**Question: Why does each finer k mesh help less than the one before?**

I am checking how many k points a crystal of CdTe needs. The atoms stay where they are, and only the mesh on which the electronic states are sampled changes. The energies are counted from the run with the 8x8x8 mesh.

Ansatz 0.2.0, LDA with plane waves and PAW datasets made for PBE: single-point runs on CdTe in its two-atom cell, without spin polarization. The cutoffs are 420 eV for the wave functions and 1680 eV for the density, the occupations are fixed, and all k meshes are unshifted. Energies are counted from the run with the 8x8x8 mesh.

```
k mesh  energy less reference (meV/atom)
 2x2x2                             701.0
 3x3x3                             142.3
 4x4x4                              36.6
 5x5x5                              10.8
 6x6x6                               3.4
```

The energy comes down at every step, but I can't name the rule. If the error shrank by a fixed fraction per step, I could extrapolate, yet the fraction keeps changing. Why is the coarse mesh always too high and never too low? All these meshes contain the point Γ, the centre of the Brillouin zone, and in the coarsest one it carries an eighth of the total weight. Is that the whole explanation?

**Answer**

The sizes to remember for this two-atom cell are about 0.7 eV/atom with two divisions along each edge, about 40 meV/atom with four and about 3 meV/atom with six. No row is irregular. The pattern you noticed is what a crystal with a band gap should show: an exponential fall, made steeper at the coarse end by a further factor, which a power of the mesh number describes well here.

**What a mesh gets wrong**

The energy of a crystal contains an average of the occupied band energies over all wave vectors k. The mesh replaces this average by a sum over a few points. Because CdTe has a gap, the same number of bands is filled at every k, and the summed energy of the filled bands is a smooth, periodic function. Such a function can be written as a constant plus a series of cosine waves, and the constant is the average we want.

In one dimension it is easy to see which waves do harm. Take four equally spaced points, one of them at k = 0. A cosine with one, two or three periods across the zone averages to exactly zero on these points, as it should. A cosine with four periods has a crest at every point, so the mesh mistakes it for a constant and counts it in full.

In the crystal, each wave belongs to a lattice vector, that is, to a distance in real space. A mesh with N divisions handles every wave correctly except those whose vector is N times a lattice vector. The shortest of these is N × 4.533 Å long, which is 9 Å for the coarsest mesh and 27 Å for 6x6x6. The error therefore comes only from waves at this distance or beyond, and refining the mesh pushes the limit outward.

**Why the error falls so fast**

In an insulator, the strength of these waves dies off exponentially with distance. This is the k-space side of a familiar fact: with a gap, the quantum-mechanical link between two places in the crystal fades exponentially with their distance. Each added division moves the limit out by the same 4.533 Å, so a pure exponential would divide the error by the same factor each time.

The table shows something else. Going from two to three divisions divides the error by 4.9, but going from five to six divides it by only 3.2. Something besides the exponential must be at work, and it must fade as the mesh gets finer.

**Where the extra factor comes from**

Theory offers a candidate in the simplest picture of a direct gap. One filled and one empty band face each other at Γ and repel more strongly away from it. The filled band then has the energy −√(k² + m²), where k is the distance from Γ and m measures the gap, both in suitable units. In three dimensions, its waves at a large distance R have a strength proportional to R^(−5/2) · exp(−mR). In one dimension the power would be 3/2, and each of the two sideways directions adds a half, because contributions from neighbouring k partly cancel.

Such a power would account for the changing factor. From two to three divisions it contributes (3/2)^(5/2) ≈ 2.8, but from five to six only (6/5)^(5/2) ≈ 1.6. The exponential contributes the same amount to both steps. In this picture, early refinements profit from both effects, while later ones rely more and more on the exponential alone.

**Why the coarse mesh lies too high**

The same picture suggests the sign. At Γ the filled band is pushed down least by the empty one, so its energy is highest there. All the waves of this model have positive strength and a crest at Γ, and whatever the mesh fails to average out adds to the energy. This is an argument from a two-band model. In CdTe the sum over all filled bands counts, and the energies in the table can't show by themselves that this sum is highest at Γ.

Your suspicion about Γ is therefore half right. Its position at the top of the band plausibly sets the sign, but its weight alone doesn't set the size of the error. From 2x2x2 to 6x6x6 that weight falls by a factor of 27, while the error falls by a factor of about 206. The finer the mesh, the more of the excess at Γ is compensated by the other points.

**The rule in numbers**

The reference mesh has a small error of its own, which has to be subtracted. The model for the tabulated energy is then

ΔE(N) = A · [f(N) − f(8)], with f(N) = N^(−5/2) · exp(−sN).

The two constants, A = 13839 meV/atom and s = 0.6146, were fitted to all five rows, with relative errors counted alike. For four divisions, N^(−5/2) is 1/32 and the exponential is 0.0856, so the first term gives 37.0 meV/atom. Subtracting 0.6 for the reference leaves about 36 meV/atom, against 36.6 in the table.

The model reproduces every row to about 2%. A pure exponential and a pure power law, each also with two constants, miss their worst rows by about 19% and 15%, as the analysis printed below shows. That supports the combined form as a description but doesn't establish the power 5/2 or its origin. At these rather short distances, even the waves of the two-band model don't yet follow their long-distance law closely, so part of the good agreement may be luck. The fit also keeps only the shortest vectors and treats all directions alike. For the same reasons, s shouldn't be read as a measure of the gap.

**The gap drifts too**

The model also treats the bands as fixed while the mesh changes, and the calculated gap shows that they are not. In CdTe the gap lies at Γ, a point that every one of these meshes contains, so a coarse mesh can't miss the band edges. Even so, the gap with 2x2x2 is 29% smaller than with 8x8x8. The coarse mesh produces a slightly wrong electron density, and this density shifts the bands.

With four divisions the gap is within 19 meV of its reference value. That is agreement with a finer mesh, not with experiment: LDA makes this gap much too small. The potentials, made for a different functional, may shift it further, probably by much the same amount in every row.

**What this means for choosing a mesh**

Don't wait for the program to tell you that a mesh is too coarse: it printed no warning for any of these runs, not even for 2x2x2. A general error bar can mislead too. The makers of the data give up to 40 meV/atom for meshes like the two coarsest, but that figure comes from their tests on other systems. Here those two meshes are off by 701 and 142 meV/atom, and even 4x4x4 is off by almost 40. Only a comparison with finer meshes for your own crystal shows the size of the error. The 8x8x8 reference itself is probably still wrong by about half a meV/atom, an estimate that depends on the assumed form of the fall.

What counts is the distance N times the cell edge, not N itself. If you describe the same crystal by a cell with doubled edges, three divisions sample exactly what six do here. A metal would behave differently, because its bands are cut off at the Fermi surface and the summed energy is no longer smooth. Its error typically falls more slowly and can change sign from one mesh to the next, so you can't count on a steady descent like this one there.

Printed output of the fit:

```
How fast energy and gap settle:
    row  shortest skipped distance (angstrom)  energy error falls by factor  local power of N  gap below reference (meV)  gap error falls by factor
  2x2x2                                 9.066                           n/a               n/a                      176.4                        n/a
  3x3x3                                  13.6                         4.926             3.933                      54.29                      3.248
  4x4x4                                 18.13                         3.888              4.72                      18.95                      2.865
  5x5x5                                 22.67                         3.389              5.47                          7                      2.707
  6x6x6                                  27.2                         3.176             6.339                       2.57                      2.724
fit of one on 5 rows: coefficient of (nk**(-2.5)*exp(-s*nk) - 8**(-2.5)*exp(-8*s))/err 13839 +/- 105, s 0.6146; rms 0.0132, worst 2x2x2 0.0201, leave-one-out rms 0.0264
fit of one on 5 rows: coefficient of (exp(-s*nk) - exp(-8*s))/err 7644 +/- 591, s 1.301; rms 0.133, worst 2x2x2 -0.192, leave-one-out rms 0.242
fit of one on 5 rows: coefficient of (nk**(-s) - 8**(-s))/err 18200 +/- 1220, s 4.55; rms 0.115, worst 3x3x3 -0.147, leave-one-out rms 0.321
Three forms against the table:
    row  exponential with prefactor (meV/atom)  its miss (%)  miss of pure exponential (%)  miss of pure power law (%)
  2x2x2                                  715.1         2.011                        -19.25                       10.63
  3x3x3                                  139.9        -1.684                         8.161                      -14.71
  4x4x4                                  36.45        -0.412                         14.01                      -13.25
  5x5x5                                   10.9         0.912                          3.61                      -1.852
  6x6x6                                  3.369       -0.9141                        -15.35                       12.53
Total fall of the energy error from 2x2x2 to 6x6x6 (factor): 206.2
Fall of the weight of the Gamma point from 2x2x2 to 6x6x6 (factor): 27
Share of the 2x2x2 error removed by 3x3x3 (%): 79.7
Error left in the 8x8x8 reference, exponential with prefactor (meV/atom): 0.5599
Error left in the 8x8x8 reference, pure power law (meV/atom): 1.416
Gap at 2x2x2 below the reference gap (%): 28.85
```
